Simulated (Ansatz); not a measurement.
## BiRu: the change of energy less free atoms and pressure with volume scale

Results calculated with Ansatz 0.2.0, not measured. Periodic Kohn-Sham DFT of a crystal at fixed atoms, scaled to volume_scale times the given cell; pressure positive in compression, energy less spherical unpolarised free atoms, largest_vzz the field gradient of largest size among the nuclei.

The cell before it is scaled or strained (space group Fm-3m, No. 225):
```
CELL_PARAMETERS angstrom
0.00000 2.77470 2.77470
2.77470 0.00000 2.77470
2.77470 2.77470 0.00000
ATOMIC_POSITIONS crystal
Ru 0.00000 0.00000 0.00000
Bi 0.50000 0.50000 0.50000
```

Settings of every row: method all-electron LAPW; functional PBE; relativity scalar; k mesh 10x10x10; filling fermi-dirac; smearing width 0.05 eV; basis error target 0.25 meV/atom; nucleus gaussian.

Atom start moment: 0 on all atoms.

Limits: no spin-orbit coupling on heavy atoms; the cell comes from a prototype or a list of computed structures and needn't be the stable phase.

| row | volume scale | V (Å³/atom) | energy less free atoms (eV/atom) | pressure (GPa) |
| --- | --- | --- | --- | --- |
| 1 | 0.9405 | 20.091 | -5.7744 | 8.123 |
| 2 | 0.97 | 20.721 | -5.7975 | 3.743 |
| 3 | 1 | 21.363 | -5.8048 | 0.025 |
| 4 | 1.03 | 22.003 | ? | ? |
| 5 | 1.06 | 22.644 | -5.7809 | -5.646 |

Question: what energy less free atoms and pressure should row 4 give?

Worked fit of energy less free atoms. Take u = (V_r/V)^(2/3) − 1 with V_r = 21.042 Å³ an atom, which is twice the finite (Eulerian) strain; such expansions in the strain, on which the Birch-Murnaghan equation of state is built, carry the rest volume and the bulk modulus. The shown rows have u = 0.03131, 0.0103, -0.01004, -0.04774. Least squares give energy less free atoms = −5.80298 + 0.3669 × u + 17.383 × u² eV/atom; a straight line predicts inner rows, each left out in turn, worse (root mean square 0.017 against 0.00029 eV/atom). The rows lie off it by 0.0001, -0.0001, 0.0001, 0.0000. Its lowest point lies at u = -0.0106, or V = 21.38 Å³ an atom, and the curvature there gives the bulk modulus at fixed shape and fractions, B = (4/9)(1 + u)² E″(u)/V = 113 GPa. The withheld row has u = -0.02933, so the fit gives −5.80298 + 0.3669 × (-0.02933) + 17.383 × (-0.02933)² = -5.7988 eV/atom.

The calculation gave -5.7985 eV/atom. The fit lies 0.0003 eV/atom (0.99 % of the column's range) below it; its largest miss of a shown row is 0.0001 eV/atom.

Worked fit of pressure. Take u = (V_r/V)^(2/3) − 1 with V_r = 21.042 Å³ an atom, which is twice the finite (Eulerian) strain; such expansions in the strain, on which the Birch-Murnaghan equation of state is built, carry the rest volume and the bulk modulus. The shown rows have u = 0.03131, 0.0103, -0.01004, -0.04774. Least squares give pressure = 1.8014 + 183.63 × u + 579.48 × u² GPa; a straight line predicts inner rows, each left out in turn, worse (root mean square 0.57 against 0.023 GPa). The rows lie off it by 0.004, -0.011, 0.009, -0.002 (root mean square 0.0074 GPa). The pressure vanishes at u = -0.0101, or V = 21.37 Å³ an atom, and there the bulk modulus at fixed shape and fractions is B = −V dP/dV = (2/3)(1 + u) dP/du = 113 GPa. The withheld row has u = -0.02933, so the fit gives 1.8014 + 183.63 × (-0.02933) + 579.48 × (-0.02933)² = -3.086 GPa.

The calculation gave -3.071 GPa. The fit lies 0.015 GPa (0.11 % of the column's range) below it; its largest miss of a shown row is 0.011 GPa.
